# Appendix. Field of a uniformly polarised body from its Newtonian potential

## A.1 Premises and conventions

SI equations are used; numerical fields are quoted in kV cm⁻¹ and polarisations in μC m⁻².

1. The fields are static and macroscopic, averaged over many unit cells: $\nabla\times\mathbf E=0$, so that $\mathbf E=-\nabla\phi$, and $\nabla\cdot(\varepsilon_0\mathbf E+\mathbf P)=\rho_{\rm f}$.
2. The body fills a bounded region $V$ with a piecewise smooth surface $S$ and outward normal $\mathbf n$. The polarisation equals a constant vector $\mathbf P$ in $V$ and vanishes outside.
3. There is no free charge, no applied field and no other matter, and $\phi\to0$ at infinity.

$\mathbf P$ is the total polarisation, including any part induced by the field it creates. Sections A.2 to A.4 treat it as given, and Section A.5 determines it for a pyroelectric sphere.

## A.2 General result

**Step 1: the source.** Inside $V$ and outside it $\nabla\cdot\mathbf P=0$, hence $\nabla^2\phi=0$. A pillbox across $S$ gives continuity of $(\varepsilon_0\mathbf E+\mathbf P)\cdot\mathbf n$, that is $\varepsilon_0(\mathbf E_{\rm out}-\mathbf E_{\rm in})\cdot\mathbf n=\mathbf P\cdot\mathbf n$. These are the vacuum equations for a surface charge $\sigma_{\rm b}=\mathbf P\cdot\mathbf n$. Their solution vanishing at infinity is unique and is the Coulomb integral

$$\phi(\mathbf r)=\frac{1}{4\pi\varepsilon_0}\oint_S\frac{\mathbf P\cdot\mathbf n'}{|\mathbf r-\mathbf r'|}\,dS'.\tag{A1}$$

**Step 2: conversion to a volume integral.** Apply the divergence theorem to the field $\mathbf P/|\mathbf r-\mathbf r'|$, regarded as a function of $\mathbf r'$. If $\mathbf r$ lies in $V$, first remove a ball of radius $\delta$ about it. The surface of the ball contributes at most $|\mathbf P|\,4\pi\delta^2/\delta$, which vanishes with $\delta$. Since $\mathbf P$ is constant,

$$\phi(\mathbf r)=\frac{1}{4\pi\varepsilon_0}\,\mathbf P\cdot\int_V\nabla'\frac{1}{|\mathbf r-\mathbf r'|}\,dV'.\tag{A2}$$

Because $\nabla'|\mathbf r-\mathbf r'|^{-1}=(\mathbf r-\mathbf r')/|\mathbf r-\mathbf r'|^3$, this is the sum of the potentials of dipoles $\mathbf P\,dV'$.

**Step 3: extraction of the gradient.** The kernel depends on $\mathbf r-\mathbf r'$ only, so $\nabla'=-\nabla$ when acting on it. Define the Newtonian potential of the body at unit density,

$$U(\mathbf r)=\int_V\frac{dV'}{|\mathbf r-\mathbf r'|}.\tag{A3}$$

The differentiated kernel has magnitude $|\mathbf r-\mathbf r'|^{-2}$, and its integral over a ball of radius $\delta$ about $\mathbf r$ is $4\pi\delta$, which tends to zero uniformly in $\mathbf r$. One derivative may therefore be exchanged with the integral everywhere, and $\nabla U$ is continuous. Then

$$\boxed{\phi(\mathbf r)=-\frac{1}{4\pi\varepsilon_0}\,\mathbf P\cdot\nabla U(\mathbf r)}\tag{A4}$$

Equation (A4) has a direct picture. A uniform charge density $-\rho$ filling $V$, and $+\rho$ filling $V$ displaced by $\mathbf d$, give $\rho[U(\mathbf r-\mathbf d)-U(\mathbf r)]/4\pi\varepsilon_0$. This tends to (A4) as $\mathbf d\to0$ with $\rho\mathbf d=\mathbf P$ fixed.

**Step 4: the field.** For $\mathbf r$ off $S$, with repeated indices summed,

$$E_i=-\frac{1}{\varepsilon_0}N_{ij}(\mathbf r)P_j,\qquad N_{ij}=-\frac{1}{4\pi}\,\partial_i\partial_jU.\tag{A5}$$

For interior points the second derivative must not be taken under the volume integral, because a kernel of order $|\mathbf r-\mathbf r'|^{-3}$ is not absolutely integrable. One evaluates $U$ first, or uses the surface form. Comparing (A1) with (A4) for arbitrary $\mathbf P$ gives $\partial_iU=-\oint n_i'\,|\mathbf r-\mathbf r'|^{-1}dS'$, whose integrand is smooth for $\mathbf r$ off $S$. Differentiating once more,

$$N_{ij}(\mathbf r)=\frac{1}{4\pi}\oint_S\frac{n_i'\,(r_j'-r_j)}{|\mathbf r'-\mathbf r|^3}\,dS'.\tag{A6}$$

$N_{ij}$ is symmetric by (A5), dimensionless, and unchanged when body and field point are scaled together. In its trace the integrand is the signed element of solid angle subtended at $\mathbf r$, whose total is $4\pi$ for an interior point and zero for an exterior one:

$$N_{xx}+N_{yy}+N_{zz}=1\ \text{inside},\qquad 0\ \text{outside}.\tag{A7}$$

By (A5), the interior field is uniform for every direction of $\mathbf P$ exactly when $U$ is a quadratic polynomial inside $V$.

## A.3 Sphere

Take radius $a$, the origin at the centre, and let $\mu$ be the cosine of the angle between $\mathbf r$ and $\mathbf r'$. The angular integral is elementary:

$$\int_{-1}^{1}\frac{d\mu}{\sqrt{r^2+r'^2-2rr'\mu}}=\frac{(r+r')-|r-r'|}{rr'}=\frac{2}{\max(r,r')}.$$

With the azimuthal factor $2\pi$, $U=4\pi\int_0^a r'^2dr'/\max(r,r')$. Splitting the range at $r'=r$ for interior points,

$$U_{\rm in}=4\pi\left[\frac{r^2}{3}+\frac{a^2-r^2}{2}\right]=2\pi\left(a^2-\frac{r^2}{3}\right),\qquad U_{\rm out}=\frac{4\pi a^3}{3r}.\tag{A8}$$

The gradients are $-4\pi\mathbf r/3$ and $-4\pi a^3\mathbf r/3r^3$, so (A4) yields

$$\phi_{\rm in}=\frac{\mathbf P\cdot\mathbf r}{3\varepsilon_0},\qquad\phi_{\rm out}=\frac{a^3\,\mathbf P\cdot\mathbf r}{3\varepsilon_0r^3},\tag{A9}$$

$$\boxed{\mathbf E_{\rm in}=-\frac{\mathbf P}{3\varepsilon_0}}\qquad\mathbf E_{\rm out}=\frac{a^3}{3\varepsilon_0r^3}\left[3(\mathbf P\cdot\hat{\mathbf r})\hat{\mathbf r}-\mathbf P\right].\tag{A10}$$

Inside, $N_{ij}=\delta_{ij}/3$ at every point, in accord with (A7). Outside, the field is that of a point dipole of moment $4\pi a^3\mathbf P/3$. At $r=a$ the two potentials coincide. With $\theta$ measured from $\mathbf P$, the radial field jumps from $-P\cos\theta/3\varepsilon_0$ to $+2P\cos\theta/3\varepsilon_0$, a step of $\sigma_{\rm b}/\varepsilon_0$ as Step 1 requires.

## A.4 Axially polarised cylinder

Let the cylinder have radius $R$ and occupy $|z'|<l/2$, with $\mathbf P=P\hat{\mathbf z}$. For points on the axis, a rotation by $\pi$ about $z$ leaves body and point unchanged and reverses $N_{xz}$ and $N_{yz}$, which therefore vanish. Only $N_{zz}=-U''(z)/4\pi$ is needed, and it requires $U$ on the axis alone. A slice of thickness $dz'$ at signed distance $u=z-z'$ contributes $dz'$ times

$$\int_0^R\frac{2\pi s\,ds}{\sqrt{s^2+u^2}}=2\pi g(u),\qquad g(u)=\sqrt{R^2+u^2}-|u|.$$

Changing the variable from $z'$ to $u$ puts $z$ into the limits, and the fundamental theorem of calculus gives the derivatives:

$$U(z)=2\pi\int_{z-l/2}^{z+l/2}g(u)\,du,\qquad U'=2\pi\left[g(z+\tfrac l2)-g(z-\tfrac l2)\right],$$

$$U''=2\pi\left[g'(z+\tfrac l2)-g'(z-\tfrac l2)\right],\qquad g'(u)=\frac{u}{\sqrt{R^2+u^2}}-\operatorname{sgn}u.$$

For $|z|<l/2$ the first argument is positive and the second negative, so the sign functions contribute $-2$ to the bracket:

$$N_{zz}(z)=1-\frac12\left[\frac{l/2+z}{\sqrt{R^2+(l/2+z)^2}}+\frac{l/2-z}{\sqrt{R^2+(l/2-z)^2}}\right].\tag{A11}$$

For $|z|>l/2$ the sign functions cancel and the leading 1 is absent. At the centre both terms in the bracket equal $(l/2)/\sqrt{R^2+l^2/4}=l/\sqrt{l^2+4R^2}$, and

$$\boxed{E_z(0)=-\frac{P}{\varepsilon_0}\left[1-\frac{l}{\sqrt{l^2+4R^2}}\right]}\tag{A12}$$

For a thin disc, $l\ll R$, the bracket is $1-l/2R$ to first order and the field approaches the slab value $-P/\varepsilon_0$. For a needle, $l\gg R$, the bracket tends to $2R^2/l^2$, the value for two point charges $\pm\pi R^2P$ at distance $l/2$. On the axis, (A7) and rotational symmetry give $N_{xx}=N_{yy}=(1-N_{zz})/2$, which tends to $1/2$ at the centre of a long rod. The interior field is not uniform. For $l=2R$, (A11) gives $1-1/\sqrt2=0.293$ at the centre and $1-1/\sqrt5=0.553$ just inside an end face.

## A.5 Self-consistent polarisation of a pyroelectric sphere

Tourmaline has point group $3m$. Take $z$ along the polar threefold axis, directed towards the end that becomes positive on heating, so that the pyroelectric coefficient $p$ is positive. Here $p$ is the coefficient at zero field and zero stress, defined through the charge per area that flows between shorted electrodes, and averaged over the temperature step. It includes the secondary part due to thermal expansion.

Before the step, adsorbed free charge is assumed to cancel the bound charge everywhere, so that $\mathbf E=0$. If that charge stays attached to the surface, only changes from this state act as sources. After a uniform step $\Delta T$ of a mechanically free crystal, the linear constitutive law for the change is

$$P_i=p\,\Delta T\,\delta_{iz}+\varepsilon_0(\varepsilon_{ij}-\delta_{ij})E_j,\tag{A13}$$

where $\varepsilon_{ij}={\rm diag}(\varepsilon_{11},\varepsilon_{11},\varepsilon_{33})$ is the relative permittivity at constant stress. Try a uniform $\mathbf P$ along $z$. By (A10) its interior field is uniform and along $z$, so (A13) returns a uniform $\mathbf P$ along $z$ and the trial form closes. Inserting $E_z=-P/3\varepsilon_0$ gives $P\,[1+(\varepsilon_{33}-1)/3]=p\Delta T$, or

$$P=\frac{3p\,\Delta T}{\varepsilon_{33}+2},\qquad E_z=-\frac{p\,\Delta T}{\varepsilon_0(\varepsilon_{33}+2)}.\tag{A14}$$

The solution is unique. The difference of two solutions has $\int\mathbf E\cdot\mathbf D\,dV=0$ over all space, with $\mathbf D$ related to $\mathbf E$ by a positive-definite permittivity, and so has $\mathbf E=0$. The component $\varepsilon_{11}$ does not enter.

**Screening.** Let additional free charge $q\cos\theta$ per area accumulate. It has the form of the bound charge of a uniform polarisation $q\hat{\mathbf z}$, so $p\Delta T$ is replaced by $w=p\Delta T+q$ in (A14). At the surface the radial field is $E_z\cos\theta$ inside and $-2E_z\cos\theta$ outside, and the tangential field is $E_\theta=-E_z\sin\theta$. Let $\gamma_{33}$ and $\gamma_{\rm o}$ be Ohmic conductivities of the crystal and its surroundings and $G$ a sheet conductance. The surface divergence of $GE_\theta$ is $(a\sin\theta)^{-1}\partial_\theta(\sin\theta\,GE_\theta)=-2GE_z\cos\theta/a$. Charge conservation then gives $\dot q=\gamma_{\rm eff}E_z$, so that

$$\dot w=p\,\dot T-\frac{w}{\tau_{\rm e}},\qquad\tau_{\rm e}=\frac{\varepsilon_0(\varepsilon_{33}+2)}{\gamma_{\rm eff}},\qquad\gamma_{\rm eff}=\gamma_{33}+2\gamma_{\rm o}+\frac{2G}{a}.\tag{A15}$$

After an ideal step the field decays as $e^{-t/\tau_{\rm e}}$. For a linear ramp of duration $t_{\rm h}$, integration from $w=0$ gives $w(t_{\rm h})=f\,p\Delta T$ with $f=(\tau_{\rm e}/t_{\rm h})(1-e^{-t_{\rm h}/\tau_{\rm e}})$.

## A.6 Range of validity

- Equations (A4) to (A7) are exact under the premises for any shape. $\phi$ is continuous everywhere. $\mathbf E$ jumps across $S$ where $\mathbf P\cdot\mathbf n\neq0$, and at the rim of a cylinder face it diverges logarithmically, as at the edge of any uniformly charged disc.
- $\mathbf E$ is the macroscopic field. It is not the local field at an atomic site and has no meaning on the scale of a unit cell.
- Uniformity of the total $\mathbf P$ is consistent with a linear response when $N_{ij}$ is constant, as in the sphere. In a finite cylinder it is not, and (A12) holds only for a rigid polarisation, which requires $\chi N_{zz}\ll1$ with $\chi=\varepsilon_{33}-1$. The product $\chi N_{zz}$ is the ratio of the polarisation that the field of the rigid source would induce to the source itself. With the typical $\varepsilon_{33}\approx7.5$ used below, $\chi=6.5$, and for $l=2R$ the product is 1.9 at the centre and 3.6 at a face. The neglected term exceeds the retained one, so for such a tourmaline cylinder (A12) describes only the field of the source term $p\Delta T$, and the full boundary-value problem must be solved.
- Equation (A14) needs a uniform temperature. While gradients persist, $p\Delta T(\mathbf r)$ has a divergence and thermal stresses add piezoelectric polarisation. For a sphere whose surface is held at the new temperature, the slowest radial mode of the heat equation with isotropic diffusivity $\kappa$ is $r^{-1}\sin(\pi r/a)\,e^{-t/\tau_{\rm th}}$ with $\tau_{\rm th}=a^2/\pi^2\kappa$. Finite heat transfer at the surface lengthens this time. The result applies in the window $\tau_{\rm th}\ll t\ll\tau_{\rm e}$.
- Supports and nearby conductors must be several radii away, since the exterior field falls as $r^{-3}$, and the exterior field must stay below the breakdown field of the surrounding gas.

## A.7 Numerical illustration

Take a sphere with $a=5$ mm and $\Delta T=+10$ K, and the typical inputs $p\approx4\ \mu$C m⁻² K⁻¹ and $\varepsilon_{33}\approx7.5$. Then $p\Delta T=40\ \mu$C m⁻² and $\varepsilon_{33}+2=9.5$. From (A9) and (A10), the exterior field at a pole is $2P/3\varepsilon_0$ and the potential difference between the poles is $2aP/3\varepsilon_0$. The net charge on the upper hemisphere is $\int P\cos\theta\,dS=\pi a^2P$. The table sets the self-consistent values beside those obtained by treating $p\Delta T$ as rigid.

| Quantity | Rigid, $P=p\Delta T$ | Self-consistent, (A14) |
|---|---|---|
| $P$ (μC m⁻²) | 40 | 13 |
| Interior $E_z$ (kV cm⁻¹) | −15 | −4.8 |
| Exterior field at a pole (kV cm⁻¹) | 30 | 9.5 |
| Pole-to-pole voltage (kV) | 15 | 4.8 |
| Charge on the upper hemisphere (nC) | 3.1 | 0.99 |

The induced polarisation $\varepsilon_0\chi E_z=-27\ \mu$C m⁻² cancels a fraction 0.68 of the source, and every entry falls by the factor $3/(\varepsilon_{33}+2)=0.32$. The rigid column is thus no approximation for this crystal.

The remaining conditions can be sized. A typical expansion coefficient of order $10^{-5}$ K⁻¹ gives strains of order $1\times10^{-4}$, and the departure of $N_{zz}$ from $1/3$ is of that order. An approximate diffusivity $\kappa\approx2$ mm² s⁻¹ gives $\tau_{\rm th}=1.3$ s. A relaxation time $\tau_{\rm e}\ge100$ s demands $\gamma_{\rm eff}\le8.4\times10^{-13}$ S m⁻¹, which from surface conduction alone means $G\le2.1\times10^{-15}$ S. With an approximate breakdown field of 30 kV cm⁻¹ for air, the field at the pole reaches that value at $\Delta T\approx32$ K.

The model's result is an interior field of $-4.8$ kV cm⁻¹ and 4.8 kV between the poles. It is proportional to $p$, which typically ranges from roughly 2 to 5 μC m⁻² K⁻¹ with composition and temperature, and this range moves the model's voltage between 2.4 and 5.9 kV. For given $p$ and $\varepsilon_{33}$ the value is an upper bound, approached by a clean, dry, well-insulating crystal. In room air, adsorbed water and ions typically neutralise the charge within seconds to hours depending on humidity, so the model overestimates a real sphere's voltage. By (A15) the attained fraction is $f=0.63$ when the heating lasts $\tau_{\rm e}$ and $f=0.10$ when it lasts $10\,\tau_{\rm e}$, and the field then decays to zero.